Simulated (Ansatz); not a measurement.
Cu: the change of energy above lowest point with volume scale

Free energy against uniform scaling of the volume at fixed shape and fractions; periodic cell, basis, potentials, k mesh and filling as listed. The results are calculated, by Ansatz 0.2.0.

The cell before it is scaled or strained (space group Fm-3m, No. 225):
```
CELL_PARAMETERS angstrom
0.00000 1.81350 1.81350
1.81350 0.00000 1.81350
1.81350 1.81350 0.00000
ATOMIC_POSITIONS crystal
Cu 0.00000 0.00000 0.00000
```

Settings of every row: functional PBE; dispersion none; potentials PAW; wave cutoff 510 eV; density cutoff 2040 eV; k mesh 14x14x14; k shift 0x0x0; occupations methfessel paxton; smearing width 0.1 eV; spin none; SCF threshold exponent -10.

Limits: coarse k mesh, up to 40 meV an atom off.

```csv
row,volume scale,V (Å³/atom),energy above lowest point (meV/atom)
1,0.9406,11.22,22.7
2,0.9703,11.574,?
3,1,11.928,0
4,1.0297,12.283,3.7
5,1.0594,12.637,15.4
```

Question: what energy above lowest point should row 2 give?

Worked fit of energy above lowest point. Take u = (V_r/V)^(2/3) − 1 with V_r = 12.105 Å³ an atom, which is twice the finite (Eulerian) strain; such expansions in the strain, on which the Birch-Murnaghan equation of state is built, carry the rest volume and the bulk modulus. The shown rows have u = 0.05192, 0.00987, -0.00968, -0.02827. Least squares give energy above lowest point = 0.74 − 187.2 × u + 11750 × u² meV/atom; a straight line predicts inner rows, each left out in turn, worse (root mean square 11 against 0.1 meV/atom). All shown rows lie on it to the printed digit. Its lowest point lies at u = 0.0080, or V = 11.96 Å³ an atom, and the curvature there gives the bulk modulus at fixed shape and fractions, B = (4/9)(1 + u)² E″(u)/V = 142 GPa. The withheld row has u = 0.03036, so the fit gives 0.74 − 187.2 × (0.03036) + 11750 × (0.03036)² = 5.9 meV/atom.

The calculation gave 5.7 meV/atom. The fit lies 0.2 meV/atom (3.5 % of the value, 0.88 % of the column's range) above it; its largest miss of a shown row is 0.0 meV/atom.
